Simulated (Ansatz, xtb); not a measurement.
## Relative energy of two isomers of CH3GeN

We compare X, `C[N+]#[Ge-]`, a singlet, with Y, `[CH2]1[NH+]=[Ge-]1`, a singlet. Both are isolated molecules in the gas phase, relaxed with PBE0-D4/def2-TZVP.

X (Å):

```yaml
atoms:
  - { symbol: C, position_ang: [1.1823, -0.7418, 2.4014] }
  - { symbol: Ge, position_ang: [-0.0503, -3.2599, 3.6267] }
  - { symbol: N, position_ang: [0.6146, -1.9016, 2.9658] }
  - { symbol: H, position_ang: [0.6281, -0.4162, 1.5127] }
  - { symbol: H, position_ang: [1.1810, 0.0922, 3.1136] }
  - { symbol: H, position_ang: [2.2219, -0.9122, 2.0965] }
```

Y (Å):

```csv
atom,x (Å),y (Å),z (Å)
C,0.1416,-0.8323,0.0779
Ge,-0.9291,0.7705,-0.5665
N,0.2828,-0.3342,-1.2657
H,0.9839,-0.6860,0.7546
H,-0.3486,-1.7981,0.2024
H,0.8756,-0.6782,-2.0033
```

Quicker runs give these differences E(Y) − E(X): GFN2-xTB +25.3 kcal/mol; HF/STO-3G +20.3 kcal/mol (at GFN2-xTB geometries); r2SCAN-D4/def2-SVP +19.3 kcal/mol (at GFN2-xTB geometries).

Question: Estimate E(Y) − E(X) at the level CCSD(T)/def2-TZVPP.

Answer: Calculated at CCSD(T)/def2-TZVPP: E(Y) − E(X) = +18.1 kcal/mol, so structure X lies lower.

The same difference at several levels:

```
             level           geometry  E(Y) − E(X) (kcal/mol)  departure from the last row (kcal/mol)  job, with rough time for the two
          GFN2-xTB           GFN2-xTB                     +25.3                                    +7.2              optimisation, 0.16 s
         HF/STO-3G           GFN2-xTB                     +20.3                                    +2.2               single point, 0.2 s
r2SCAN-D4/def2-SVP           GFN2-xTB                     +19.3                                    +1.2               single point, 1.7 s
 PBE0-D4/def2-TZVP  PBE0-D4/def2-TZVP                     +14.1                                    −4.0                optimisation, 18 s
     HF/def2-TZVPP  PBE0-D4/def2-TZVP                     +15.6                                    −2.5           part of the CCSD(T) run
    MP2/def2-TZVPP  PBE0-D4/def2-TZVP                     +21.4                                    +3.3           part of the CCSD(T) run
CCSD(T)/def2-TZVPP  PBE0-D4/def2-TZVP                     +18.1                                                        single point, 47 s
```

As drawn, Y has 1 Ge=N, 1 C–Ge, 1 N–H in place of 1 Ge≡N, 1 C–H. Structure X has no ring, Y a 3-membered ring.

The levels shown agree on the order. The largest departure from CCSD(T)/def2-TZVPP is that of GFN2-xTB, 7.2 kcal/mol.

With harmonic frequencies from PBE0-D4/def2-TZVP (ideal gas, rigid rotor, one conformer each, 298.15 K, 1 atm): the zero-point term adds −0.5 kcal/mol; ΔH is +17.5 and ΔG +16.9 kcal/mol.

The correlated steps freeze 11 core orbitals; the filled d shell of Ge is correlated, in a basis made for valence electrons. Programs: Ansatz 0.2.0, xtb 6.7.1; the last row on 2 threads of Arm Neoverse V2 on a shared host.

Methyl germaisocyanide, X, lies clearly below the cyclic isomer Y, by +18.1 kcal/mol in electronic energy, and thermal terms barely change this. Y is best viewed as a cyclic aminogermylene: its planar nitrogen can donate its lone pair into the empty p orbital on germanium, which the formal Ge=N bond expresses. Forming the ring exchanges a C–H bond and part of the Ge–N multiple bonding for an N–H bond and a weaker C–Ge bond. The strong N–H bond probably offsets only part of that loss and of the strain in the three-membered ring. In X, germanium keeps a lone pair of largely s character, as heavy group 14 elements prefer, while nitrogen holds the methyl group and shares π density with germanium.

Correlation favours X, as expected for its compact, polar multiple bond; MP2 overshoots this effect relative to CCSD(T). The closeness of HF/STO-3G to the coupled-cluster value therefore probably reflects error cancellation. The energy difference doesn't show whether Y would persist kinetically, since that depends on the barriers to ring opening and hydrogen migration.
